A titanium atom brings four valence electrons, most of which enter a d band with room for ten, so in any structure the electrons fill only the low, bonding part of that band. The more neighbours an atom can hop to, the wider the band spreads and the deeper those bonding states sink. The gain is not proportional to the number of neighbours z, because the same four electrons are shared among all the bonds. The mean square width of the band counts the paths that hop to a neighbour and straight back, and there are z of them.

With β the hopping energy of one bond and W the band width, the binding at fixed band filling scales with W:

W² ∝ z β², so W ∝ β √z
E(z) = E0 + A (1 − √(z/12))

Here E0 is the energy at twelve neighbours and A sets the scale. This count says that close-packed structures lie lowest, that open ones lie electronvolts higher, and that all structures with the same z are equal. Two other explanations compete with it. One is density: the densest row is the lowest, so perhaps energy follows volume. The other is the shape of the band near the Fermi level, which a mean square width ignores.

Titanium structures computed with Ansatz 0.2.0: plane-wave PAW DFT, r2SCAN functional, scalar-relativistic, no spin polarisation, 500 eV cutoff, Gaussian smearing of 0.1 eV. Cells and atoms are relaxed at 0 GPa within the starting symmetry; energies are extrapolated to zero smearing, without zero-point motion, and given relative to the lowest row.

```
   found from  space group number  atoms in cell  volume per atom (Å³)  over lowest (meV/atom)
database cell                 191              3                 17.01                     0.0
database cell                 194              2                 17.31                    17.0
      Sm type                 166              3                 17.37                    44.0
      La type                 194              4                 17.40                    63.0
database cell                 225              1                 17.36                    88.0
database cell                 229              1                 17.20                   153.0
 changed type                  69              2                 17.40                   186.0
       W type                 223              8                 17.40                   245.0
 changed type                 139              2                 18.51                   260.0
      Sn type                 191              1                 17.45                   422.0
      Sn type                 141              2                 17.17                   474.0
      Ca type                 221              1                 18.13                   932.0
 changed type                 166             12                 20.25                   979.0
 changed type                 194              4                 19.26                  1059.0
 changed type                 191              2                 23.77                  1530.0
      Si type                 227              2                 21.38                  2598.0
```

The last column is the r2SCAN energy per atom above the lowest row, each cell relaxed towards its own zero-pressure volume. The first column names the source or prototype of the starting cell, and together with the space group number and the atoms in the cell it tells the rows apart. From the top the rows are omega, hcp, the samarium (9R) and lanthanum (dhcp) stackings, fcc and bcc. The W type is the A15 structure, the two Sn types are simple hexagonal and β-tin, the Ca type is simple cubic and the Si type is diamond. The structures of the five "changed type" rows are not identified, and only their volumes and energies are used below.

Omega and hcp

The first two rows are where density is most persuasive. Omega lies 17 meV below hcp, well outside the calculation's tolerance of 4 meV/atom, and it is also the denser, 17.01 against 17.31 Å³. Volume and energy then keep rising together through 9R and dhcp. The smaller volume has one real and standard consequence: under pressure the PV term favours omega further, which fits its being known as the pressure phase.

Yet hcp is the phase found at ambient conditions, and here the limits of the calculation bite. The ranking is for 0 K without zero-point motion and for one functional. For entropy alone to undo 17 meV by room temperature, where kT is roughly 25 meV, hcp would need about 0.7 Boltzmann constants more of it per atom, which is a lot for two phases of one metal. Electronic entropy does little, since a Sommerfeld estimate from the densities of states derived below shifts hcp against omega by about 1 meV at 1000 K. The standard explanation is that vibrational entropy favours hcp on heating, which these static energies do not test, and the functional may also place omega too low. The top of the table ranks static lattices, not the phases found at room temperature.

The four stackings

Hcp, 9R, dhcp and fcc are built from the same close-packed layers, and every atom has twelve neighbours. The count therefore predicts one energy for all four, whereas they spread over 71 meV. Density also loses its hold: fcc, at 17.36 Å³, is denser than dhcp at 17.40 Å³ and lies higher. What changes steadily is the fraction h of layers whose two neighbouring layers sit above one another, as in hcp: all of them in hcp, two thirds in 9R, half in dhcp, none in fcc.

If each layer paid only for its own surroundings, the energy would be linear in h and fixed by the two end rows. Neither 9R nor dhcp enters this line, so both are predictions:

E(h) = E(fcc) − h × [E(fcc) − E(hcp)] = 88 − 71 h meV
9R: 88 − 71 × 2/3 = 40.7 meV, computed 44
dhcp: 88 − 71 × 1/2 = 52.5 meV, computed 63

The order is right, and 9R agrees within the tolerance. Dhcp lies 10.5 meV above the line, which is outside it. Adding a coupling between the surroundings of adjacent layers, fixed so that hcp, dhcp and fcc are matched exactly, moves the 9R prediction to 47.7 meV, about as far above the computed value as the line was below. The stacking rule describes the stretch and lets one place another stacking to about 10 meV, but it does not name a cause.

A cause is offered by band filling. Two structures with equal band width can still distribute their states differently, and the electrons gain when states are pushed away from the Fermi level, some downward where they are occupied and some upward where they are empty. Suppose a density δN of states is cleared from a window Δ on either side of the Fermi level. The occupied ones, δN × Δ in number, move down by Δ/2 on average. Theory thus argues for an energy that rises with N, the density of states at the Fermi level, and rises linearly if the window is alike in all structures:

δE ≈ δN × Δ²/2

The same calculations give a measure of N. They smear the occupations with a Gaussian of width σ = 0.1 eV, and the smearing entropy term TS grows with the number of states inside that width. For the usual Gaussian convention, which is assumed here, and with hcp as the worked row:

TS = σ² N / 2
N(hcp) = 2 × 0.0040 eV / (0.1 eV)² = 0.80 states per eV per atom

N rises at every step of the stacking series, from 0.80 in hcp through 9R and dhcp to 1.48 in fcc. It also carries the irregularity that the stacking line missed. Halfway between hcp and fcc would be 1.14, and dhcp has 1.26, so it lies above the midpoint in N just as it does in energy. Neighbour count, equal for all four, cannot do this, and density puts fcc and dhcp in the wrong order.

Bcc and its relation to omega

Bcc, at 153 meV, is the best control. It is denser than all four stackings, at 17.20 Å³, and higher than all of them, so density points the wrong way. The neighbour count gives no firm answer, since at the relaxed volume eight neighbours sit at 2.82 Å and six more at 3.25 Å, and the count puts bcc above or below the stackings according to whether the six are included. Its N is the largest of the six top rows.

Omega is bcc with two out of every three (111) layers collapsed into one plane. The relaxed omega cell has edges of 4.568 and 2.825 Å. Relaxed bcc, written as the same hexagonal cell, has edges of 4.60 and 2.82 Å, so the two differ by less than 1 % in either edge and by 1.1 % in volume. Across that small change of cell the energy drops by 153 meV and N falls to a third. Almost all that differs is the position of the atoms inside the cell. The move changes the states at the Fermi level, but it also gives two atoms in three short bonds of 2.637 Å, which affect the band width, so this step alone does not single out N.

The simpler system to compare is the Peierls chain, a row of equally spaced atoms with a partly filled band. The chain lowers its energy by bunching its atoms into a longer period, which removes states from the Fermi level. Bcc titanium does the like with its layers, which lose their equal spacing, so that the smallest repeating cell holds three atoms instead of one. The analogy ends at the outcome: the chain becomes an insulator, while omega remains a metal with N = 0.70, because in three dimensions the distortion removes only part of the Fermi surface. As the picture suggests and as is well established, bcc titanium is unstable at 0 K and is stabilised by vibrations when hot, so its row is a point held by symmetry, not a minimum.

A least-squares line of energy against N through all six rows, omega to bcc, has a slope of 105 meV per state/eV/atom and an rms residual of 2.2 meV, with no row off by more than the tolerance. The rank correlation of energy with volume in the same rows is 0.26. The smearing does not manufacture the line, since the tabulated energies are extrapolated to zero width by adding TS/2, which is at most about 5 meV.

Read through the window estimate, the slope implies Δ = √(2 × 0.105) eV, about half an electronvolt, a reasonable size for structure within a d band several electronvolts wide. That figure is good to an order of magnitude only. The numbers show that N and energy move together over six structures, all of which entered the fit. That the first causes the second is argued from band filling, and N is averaged over the smearing width and says little about states deeper down. The argument hangs on the electron count, so it should carry over to a metal with the same filling, while one or two more d electrons would put the Fermi level on a different part of each band and could reorder the structures.

From 186 to 474 meV

This stretch settles the matter of density. A15 and dhcp have the same volume to the digits printed and differ by 182 meV. The β-tin type is 0.14 Å³ denser than hcp and lies 457 meV above it. Ten rows, omega included, have volumes under 17.5 Å³.

If volume were the cause, a row would cost what it costs to stretch omega to that volume. With a rough recalled bulk modulus B of 110 GPa, or 0.69 eV/Å³, and the widest volume difference among the ten rows, that of simple hexagonal:

E(elastic) = B (ΔV)² / (2V) = 0.69 × 0.44² / (2 × 17.01) eV = 3.9 meV

Those ten rows span 474 meV, more than a hundred times the elastic cost, a gap that no uncertainty in B could close.

The neighbour count fares better here but only as a rough guide. Simple hexagonal, with nominally eight neighbours, and β-tin, with nominally six, lie above every close-packed row, as the count requires. A15 has 13.5 neighbours on average and should then lie below the four close-packed stackings, yet it stands at 245 meV, above them all and above bcc. Weighting each bond by β², which falls quickly with distance, does not mend this, because the short bonds along its chains gain about what its long bonds lose. The band's shape, or the repulsion in the short bonds, is left as the likely cause. The counts for the two Sn types are those of the prototypes, and a relaxed axial ratio can shift them. That may be part of why β-tin lies 458 meV below simple cubic, which also has six neighbours and should by the count be its equal.

Simple cubic to diamond

At the bottom the energies reach electronvolts and volumes grow, which is why the rank correlation of energy with volume over all sixteen rows is as high as 0.80. Even so a least-squares line through all rows leaves an rms residual of 387 meV. The row with the largest volume per atom, a changed type at 23.77 Å³, lies more than an electronvolt below diamond, which is denser.

The bond lengths show what volume is doing. Symmetry fixes the geometry of fcc, simple cubic and diamond, so the bond follows from the volume: 2.906, 2.627 and 2.404 Å for twelve, six and four neighbours. Bonds shorten as the cell swells, the opposite of a stretched crystal. Theory expects this, since binding per bond scales as √z/z and fewer bonds are individually stronger. Large volume and high energy are both results of open packing.

These three rows, with one clear shell each, are the fairest test of the √z law, and it fails in size. The constants E0 and A cancel in the ratio of the two steps:

[E(diamond) − E(fcc)] / [E(simple cubic) − E(fcc)] = (2598 − 88) / (932 − 88) = 2.97
√z law: (1 − √(4/12)) / (1 − √(6/12)) = 1.44

Letting the bonds relax against a repulsion lowers the exponent of z from one half towards zero, which raises the ratio to ln 3/ln 2 = 1.58 at most, as long as dense packing is still favoured. A least-squares fit of E0 and A to the three rows misses simple cubic by 569 meV out of 932, so its constants carry no meaning. Diamond is far more costly, relative to simple cubic, than a count of first neighbours can explain.

The second shell helps little. It has twelve atoms in both lattices, at √2 bond lengths in simple cubic and √(8/3) in diamond, but if d hopping falls with the fifth power of distance, as is usual, these atoms raise the ratio by only about 0.1. The shape of the band, which the count leaves out, is a likelier cause, though it is not tested for these rows. Spin is another open point: the six top rows were run without spin polarisation, under settings shared by the series, which suits hcp titanium, but an open lattice with many states at the Fermi level might carry a moment that would lower its row. Since the relaxations also kept the starting symmetry, the open structures may be saddles, and their energies are upper bounds to whatever they would relax into.
